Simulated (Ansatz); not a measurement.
# TiHg: pressure and energy above lowest point against volume scale

All results are calculated (Ansatz 0.2.0). Free energy against uniform scaling of the volume at fixed shape and fractions; periodic cell, basis, potentials, k mesh and filling as listed.

The cell before it is scaled or strained (space group P4/mmm, No. 123):
```
CELL_PARAMETERS angstrom
3.00900 0.00000 0.00000
0.00000 3.00900 0.00000
0.00000 0.00000 4.04100
ATOMIC_POSITIONS crystal
Ti 0.50000 0.50000 0.50000
Hg 0.00000 0.00000 0.00000
```

Settings of every row: functional r2SCAN; dispersion none; potentials PAW; wave cutoff 600 eV; density cutoff 2400 eV; k mesh 10x10x7; k shift 0x0x0; occupations fermi dirac; smearing width 0.1 eV; spin none.

Limits: coarse k mesh, up to 40 meV an atom off; no spin-orbit coupling, which can matter with elements this heavy.

```
row  volume scale  V (Å³/atom)  pressure (GPa)  energy above lowest point (meV/atom)
  1           0.9       16.464           16.63                                  87.7
  2         0.925       16.922           11.62                                  47.6
  3          0.95       17.379            7.29                                  20.7
  4         0.975       17.836            3.55                                   5.4
  5             1       18.294            0.31                                     0
  6         1.025       18.751               ?                                     ?
  7          1.05       19.208           -4.92                                  13.9
  8         1.075       19.666              -7                                    31
  9           1.1       20.123            -8.8                                  53.6
```

Question: what pressure and energy above lowest point should row 6 give?

Worked fit of pressure. Take u = (V_r/V)^(2/3) − 1 with V_r = 18.065 Å³ an atom, which is twice the finite (Eulerian) strain; such expansions in the strain, on which the Birch-Murnaghan equation of state is built, carry the rest volume and the bulk modulus. The shown rows have u = 0.06382, 0.04454, 0.02615, 0.00854, -0.00836, -0.04008, -0.05504, -0.0694. Least squares give pressure = 1.868 + 191.83 × u + 585.3 × u² + 521 × u³ GPa; a parabola predicts inner rows, each left out in turn, worse (root mean square 0.036 against 0.0069 GPa). The rows lie off it by 0.00, 0.00, 0.00, 0.00, 0.01, -0.01, 0.00, 0.00. The pressure vanishes at u = -0.0100, or V = 18.34 Å³ an atom, and there the bulk modulus at fixed shape and fractions is B = −V dP/dV = (2/3)(1 + u) dP/du = 119 GPa. Letting shape and atoms relax would as a rule lower it, by much in layered, chain or molecular crystals. The withheld row has u = -0.02454, so the fit gives 1.868 + 191.83 × (-0.02454) + 585.3 × (-0.02454)² + 521 × (-0.02454)³ = -2.49 GPa.

The calculation gave -2.5 GPa. The fit lies 0.01 GPa (0.039 % of the column's range) above it, one unit of the last digit.

Worked fit of energy above lowest point. Take u = (V_r/V)^(2/3) − 1 with V_r = 18.065 Å³ an atom, which is twice the finite (Eulerian) strain; such expansions in the strain, on which the Birch-Murnaghan equation of state is built, carry the rest volume and the bulk modulus. The shown rows have u = 0.06382, 0.04454, 0.02615, 0.00854, -0.00836, -0.04008, -0.05504, -0.0694. Least squares give energy above lowest point = 1.56 + 315.7 × u + 15802 × u² + 6404 × u³ meV/atom; a parabola predicts inner rows, each left out in turn, worse (root mean square 0.45 against 0.055 meV/atom). The rows lie off it by 0.0, 0.1, 0.0, 0.0, 0.0, 0.0, 0.0, 0.0. Its lowest point lies at u = -0.0101, or V = 18.34 Å³ an atom, and the curvature there gives the bulk modulus at fixed shape and fractions, B = (4/9)(1 + u)² E″(u)/V = 119 GPa. Letting shape and atoms relax would as a rule lower it, by much in layered, chain or molecular crystals. The withheld row has u = -0.02454, so the fit gives 1.56 + 315.7 × (-0.02454) + 15802 × (-0.02454)² + 6404 × (-0.02454)³ = 3.2 meV/atom.

The calculation gave 3.2 meV/atom. The fit meets it to the printed digit.
